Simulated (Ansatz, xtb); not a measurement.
**Two isomers of C4H9BN2**

We compare I, `C=CB1NCCN1`, a singlet, with II, `C=CN1BNCC1`, a singlet. Both are isolated molecules in the gas phase, relaxed with PBE0-D3(BJ)/def2-SVP; the shapes shown needn't be the lowest conformers.

I (Å):

```xyz
16

C     0.0624   -1.5952    1.9494
C     0.2702   -1.1434    0.7060
C    -2.0442    0.5907   -1.8464
C    -2.9614   -0.5232   -1.3162
B    -0.8742   -0.6705   -0.2446
N    -0.7346    0.2080   -1.3561
N    -2.2531   -1.0185   -0.1520
H    -0.9481   -1.6627    2.3692
H     0.8786   -1.9054    2.6111
H     1.3098   -1.0825    0.3567
H     0.0458    0.8253   -1.5275
H    -2.0902    0.6647   -2.9461
H    -2.3617    1.5720   -1.4403
H    -3.9683   -0.1387   -1.0803
H    -3.0861   -1.3120   -2.0850
H    -2.6179   -1.8322    0.3216
```

II (Å):

```xyz
16

C    -1.0141   -1.2767    2.1562
C    -0.4201   -0.5847    1.1696
C    -2.3539   -0.5379   -1.9900
C    -2.1702   -0.9672   -0.5176
B    -0.3058    0.3282   -1.1873
N    -0.8993   -0.3966   -0.1044
N    -1.1675    0.2387   -2.2917
H    -1.9768   -1.7764    2.0304
H    -0.5297   -1.3536    3.1298
H     0.5463   -0.1004    1.3433
H     0.7490    0.9058   -1.1365
H    -1.0477    0.6380   -3.2096
H    -2.4479   -1.4177   -2.6508
H    -3.2765    0.0554   -2.1178
H    -2.9877   -0.5963    0.1261
H    -2.1544   -2.0662   -0.4064
```

Quicker runs give these differences E(II) − E(I): GFN2-xTB −81.5 kJ/mol; HF/STO-3G +10.5 kJ/mol (at GFN2-xTB geometries); r2SCAN-D4/def2-SVP +6.5 kJ/mol (at GFN2-xTB geometries).

Problem. Estimate E(II) − E(I) at the level CCSD(T)/def2-SVP + ΔMP2/def2-TZVPP.

Solution. Calculated at CCSD(T)/def2-SVP + ΔMP2/def2-TZVPP: E(II) − E(I) = +24.1 kJ/mol, so structure I lies lower.

The same difference at several levels:

```tsv
level	geometry	E(II) − E(I) (kJ/mol)	departure from the last row (kJ/mol)	job, with rough time for the two
GFN2-xTB	GFN2-xTB	−81.5	−105.6	optimisation, 0.26 s
HF/STO-3G	GFN2-xTB	+10.5	−13.6	single point, 0.36 s
r2SCAN-D4/def2-SVP	GFN2-xTB	+6.5	−17.5	single point, 3.5 s
PBE0-D3(BJ)/def2-SVP	PBE0-D3(BJ)/def2-SVP	+10.4	−13.6	optimisation, 40 s
HF/def2-SVP	PBE0-D3(BJ)/def2-SVP	+22.3	−1.8	part of the CCSD(T) run
MP2/def2-SVP	PBE0-D3(BJ)/def2-SVP	+16.2	−7.9	part of the CCSD(T) run
CCSD(T)/def2-SVP	PBE0-D3(BJ)/def2-SVP	+18.4	−5.6	single point
CCSD(T)/def2-SVP + ΔMP2/def2-TZVPP	PBE0-D3(BJ)/def2-SVP	+24.1		single point, 77 s
```

As drawn, II has 1 C–N, 1 B–H in place of 1 C–B, 1 N–H.

GFN2-xTB puts the two in the other order. The largest departure from CCSD(T)/def2-SVP + ΔMP2/def2-TZVPP is that of GFN2-xTB, 105.6 kJ/mol. The last row adds to CCSD(T) the change of the MP2 difference between the two basis sets, here +5.6 kJ/mol.

With thermal terms from frequencies at re-optimised GFN2-xTB minima (ideal gas, soft modes damped towards free rotors, one conformer each, 298.15 K, 1 atm): on the last row, ΔE + ΔZPE = +23.9, ΔH = +21.9, ΔG = +27.1 kJ/mol.

The correlated steps freeze 7 core orbitals. Run with Ansatz 0.2.0, xtb 6.7.1; the last row on 4 threads of Arm Neoverse V1 on a shared host.

The vinyl group prefers boron to nitrogen in this pair, by a modest +24.1 kJ/mol. Both rings keep the N–B–N unit, in which nitrogen lone pairs donate into the empty boron p orbital, so the main difference is the exchange of a C–B and an N–H bond for a C–N and a B–H bond. The strong, polar N–H bond probably tips this balance towards I. In II the substituted nitrogen can also conjugate with the vinyl group, but the same lone pair is then shared with boron, which limits the gain.

The order is already present at Hartree–Fock level, so correlation adjusts the preference and doesn't create it. The close agreement of HF/def2-SVP with the final value reflects opposing correlation and basis-set shifts. The reversed order from GFN2-xTB suggests an imbalance in its parametrised description of bonds to boron, not a real preference for II. The energy difference says nothing about the barrier to interconversion.
